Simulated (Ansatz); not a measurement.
Pd: pressure and energy change per atom against volume scale

All results are calculated (Ansatz 0.2.0). Plane-wave DFT, scalar-relativistic PAW made under PBE with cores redone for the functional, no dispersion; the given relaxed cell is scaled uniformly, energy at zero smearing counts from the unscaled cell, pressure at the given Fermi-Dirac smearing is positive in compression.

The cell before it is scaled or strained (space group Fd-3m, No. 227):
```
Pd
1.0
      0.0000     2.8674     2.8674
      2.8674     0.0000     2.8674
      2.8674     2.8674     0.0000
Pd
2
Direct
  0.12500 0.12500 0.12500
  0.87500 0.87500 0.87500
```

Settings of every row: spin polarised yes; functional r2SCAN; wave cutoff 500 eV; smearing width 0.05 eV; k mesh 11x11x11.

Atom:
| element | starting moment (Bohr magneton) |
| --- | --- |
| Pd | -0.52 |
| Pd | -0.52 |

Limits: search for a lower magnetic state is off; the cell comes from a prototype or a list of computed structures and needn't be the stable phase.

| row | volume scale | V (Å³/atom) | pressure (GPa) | energy change per atom (meV) | largest site moment (Bohr magneton) |
| --- | --- | --- | --- | --- | --- |
| 1 | 0.88 | 20.747 | 13.98 | 106.58 | 0.54 |
| 2 | 0.92 | 21.69 | 8.1 | 43.28 | 0.53 |
| 3 | 0.96 | 22.633 | 3.6 | 10.03 | 0.52 |
| 4 | 1.04 | 24.519 | -2.73 | 8.61 | 0.51 |
| 5 | 1.08 | 25.462 | -4.9 | 31.87 | 0.5 |
| 6 | 1.12 | 26.405 | ? | ? | ? |

Question: what pressure and energy change per atom should row 6 give?

Worked fit of pressure. Take u = (V_r/V)^(2/3) − 1 with V_r = 22.633 Å³ an atom, which is twice the finite (Eulerian) strain; such expansions in the strain, on which the Birch-Murnaghan equation of state is built, carry the rest volume and the bulk modulus. The shown rows have u = 0.05972, 0.02878, 0, -0.05196, -0.07552. Least squares give pressure = 3.582 + 146.28 × u + 456.3 × u² GPa; a straight line predicts inner rows, each left out in turn, worse (root mean square 0.94 against 0.087 GPa). The rows lie off it by 0.03, -0.07, 0.02, 0.06, -0.04 (root mean square 0.048 GPa). The withheld row has u = -0.09766, so the fit gives 3.582 + 146.28 × (-0.09766) + 456.3 × (-0.09766)² = -6.35 GPa.

The calculation gave -6.54 GPa. The fit lies 0.19 GPa (2.9 % of the value, 0.93 % of the column's range) above it; its largest miss of a shown row is 0.07 GPa. This row lies beyond the range of the fit.

Worked fit of energy change per atom. Take u = (V_r/V)^(2/3) − 1 with V_r = 22.633 Å³ an atom, which is twice the finite (Eulerian) strain; such expansions in the strain, on which the Birch-Murnaghan equation of state is built, carry the rest volume and the bulk modulus. The shown rows have u = 0.05972, 0.02878, 0, -0.05196, -0.07552. Least squares give energy change per atom = 9.975 + 770.35 × u + 14105.7 × u² meV; a straight line predicts inner rows, each left out in turn, worse (root mean square 29 against 0.75 meV). The rows lie off it by 0.29, -0.55, 0.05, 0.58, -0.38 (root mean square 0.42 meV). The withheld row has u = -0.09766, so the fit gives 9.975 + 770.35 × (-0.09766) + 14105.7 × (-0.09766)² = 69.28 meV.

The calculation gave 66.36 meV. The fit lies 2.92 meV (4.4 % of the value, 3 % of the column's range) above it; its largest miss of a shown row is 0.58 meV. This row lies beyond the range of the fit.

The other values of row 6: largest site moment 0.49 Bohr magneton.
